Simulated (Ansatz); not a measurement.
# A series in volume scale on Zr

Periodic Kohn-Sham DFT of a crystal at fixed atoms, scaled to volume_scale times the given cell; pressure positive in compression, energy less spherical unpolarised free atoms, largest_vzz the field gradient of largest size among the nuclei. The results are calculated, by Ansatz 0.2.0.

The cell before it is scaled or strained (space group P6_3/mmc, No. 194):
```
cell vectors (Å)
   3.2320     0.0000     0.0000
  -1.6160     2.7990     0.0000
   0.0000     0.0000     5.1470
atoms (fractions of the cell vectors)
Zr  0.33333  0.66667  0.25000
Zr  0.66667  0.33333  0.75000
```

Settings of every row: method frozen-core PAW; functional PBEsol; relativity scalar; k mesh 13x13x7; filling fermi-dirac; smearing width 0.08 eV; wave cutoff 420 eV; paw set soft_2.

Atom start moment: 0 on all atoms.

Limits: PAW files made with PBE; no gap: field gradients move with the k mesh.

| row | volume scale | V (Å³/atom) | largest V_zz (1e21 V/m^2) | pressure (GPa) |
| --- | --- | --- | --- | --- |
| 1 | 0.94 | 21.884 | 4.794 | 2.783 |
| 2 | 0.95 | 22.117 | 4.702 | 1.66 |
| 3 | 0.96 | 22.35 | 4.607 | 0.586 |
| 4 | 0.98 | 22.815 | 4.417 | -1.429 |
| 5 | 0.99 | 23.048 | 4.322 | -2.371 |
| 6 | 1 | 23.281 | 4.229 | -3.273 |
| 7 | 1.01 | 23.514 | ? | ? |
| 8 | 1.02 | 23.746 | 4.048 | -4.962 |
| 9 | 1.04 | 24.212 | 3.876 | -6.507 |
| 10 | 1.05 | 24.445 | 3.794 | -7.229 |
| 11 | 1.06 | 24.678 | 3.714 | -7.919 |

Question: what largest V_zz and pressure should row 7 give?

Worked fit of largest V_zz. Take t = volume scale − 1. The shown rows have t = -0.06, -0.05, -0.04, -0.02, -0.01, 0, 0.02, 0.04, 0.05, 0.06. Least squares give largest V_zz = 4.2301 − 9.063 × t + 6.85 × t² 1e21 V/m^2; a straight line predicts inner rows, each left out in turn, worse (root mean square 0.0096 against 0.003 1e21 V/m^2). The rows lie off it by -0.005, 0.002, 0.003, 0.003, 0.001, -0.001, -0.004, -0.003, 0.000, 0.003 (root mean square 0.0029 1e21 V/m^2), a smooth pattern that one more power would take up: the form is only approximate. The withheld row has t = 0.01, so the fit gives 4.2301 − 9.063 × (0.01) + 6.85 × (0.01)² = 4.140 1e21 V/m^2.

The calculation gave 4.137 1e21 V/m^2. The fit lies 0.003 1e21 V/m^2 (0.28 % of the column's range) above it; its largest miss of a shown row is 0.005 1e21 V/m^2.

Worked fit of pressure. Take u = (V_r/V)^(2/3) − 1 with V_r = 23.164 Å³ an atom, which is twice the finite (Eulerian) strain; such expansions in the strain, on which the Birch-Murnaghan equation of state is built, carry the rest volume and the bulk modulus. The shown rows have u = 0.03862, 0.03132, 0.02414, 0.01017, 0.00335, -0.00335, -0.01641, -0.02907, -0.03525, -0.04133. Least squares give pressure = −2.8257 + 134.619 × u + 275.11 × u² GPa; a straight line predicts inner rows, each left out in turn, worse (root mean square 0.16 against 0.0011 GPa). The rows lie off it by -0.001, 0.000, 0.002, -0.001, 0.001, 0.001, -0.001, 0.000, 0.000, 0.001. The pressure vanishes at u = 0.0202, or V = 22.48 Å³ an atom, and there the bulk modulus at fixed shape and fractions is B = −V dP/dV = (2/3)(1 + u) dP/du = 99.1 GPa. Letting shape and atoms relax would as a rule lower it, by much in layered, chain or molecular crystals. The withheld row has u = -0.00995, so the fit gives −2.8257 + 134.619 × (-0.00995) + 275.11 × (-0.00995)² = -4.138 GPa.

The calculation gave -4.136 GPa. The fit lies 0.002 GPa (0.019 % of the column's range) below it; its largest miss of a shown row is 0.002 GPa.
